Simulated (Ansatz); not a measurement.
## SnO: the change of pressure with volume scale

Results calculated with Ansatz 0.2.0, not measured. Free energy against uniform scaling of the volume at fixed shape and fractions; periodic cell, basis, potentials, k mesh and filling as listed.

The cell before it is scaled or strained (space group P4/nmm, No. 129):
```
CELL_PARAMETERS angstrom
3.81120 0.00000 0.00000
0.00000 3.81120 0.00000
0.00000 0.00000 4.85690
ATOMIC_POSITIONS crystal
Sn 0.50000 0.00000 0.23690
Sn 0.00000 0.50000 0.76310
O 0.00000 0.00000 0.00000
O 0.50000 0.50000 0.00000
```

Settings of every row: functional PBE; dispersion none; potentials PAW; wave cutoff 420 eV; density cutoff 1680 eV; k mesh 6x6x4; k shift 0x0x0; occupations fermi dirac; smearing width 0.05 eV; spin none.

Limits: coarse k mesh, up to 40 meV an atom off.

| row | volume scale | V (Å³/atom) | pressure (GPa) | energy above lowest point (meV/atom) |
| --- | --- | --- | --- | --- |
| 1 | 0.9406 | 16.589 | 10.66 | 53.5 |
| 2 | 0.9703 | 17.113 | 6.93 | 24.9 |
| 3 | 1 | 17.637 | 3.75 | 7.6 |
| 4 | 1.0297 | 18.161 | ? | ? |
| 5 | 1.0594 | 18.685 | -1.38 | 0.7 |

Question: what pressure should row 4 give?

Worked fit of pressure. Take u = (V_r/V)^(2/3) − 1 with V_r = 17.375 Å³ an atom, which is twice the finite (Eulerian) strain; such expansions in the strain, on which the Birch-Murnaghan equation of state is built, carry the rest volume and the bulk modulus. The shown rows have u = 0.03134, 0.01018, -0.00993, -0.0473. Least squares give pressure = 5.282 + 159.23 × u + 389.6 × u² GPa; a straight line predicts inner rows, each left out in turn, worse (root mean square 0.38 against 0.027 GPa). The rows lie off it by 0.01, -0.01, 0.01, 0.00. The pressure vanishes at u = -0.0364, or V = 18.37 Å³ an atom, and there the bulk modulus at fixed shape and fractions is B = −V dP/dV = (2/3)(1 + u) dP/du = 84.1 GPa. Letting shape and atoms relax would as a rule lower it, by much in layered, chain or molecular crystals. The withheld row has u = -0.02907, so the fit gives 5.282 + 159.23 × (-0.02907) + 389.6 × (-0.02907)² = 0.98 GPa.

The calculation gave 1 GPa. The fit lies 0.02 GPa (2 % of the value, 0.17 % of the column's range) below it; its largest miss of a shown row is 0.01 GPa.

The other values of row 4: energy above lowest point 0 meV/atom.
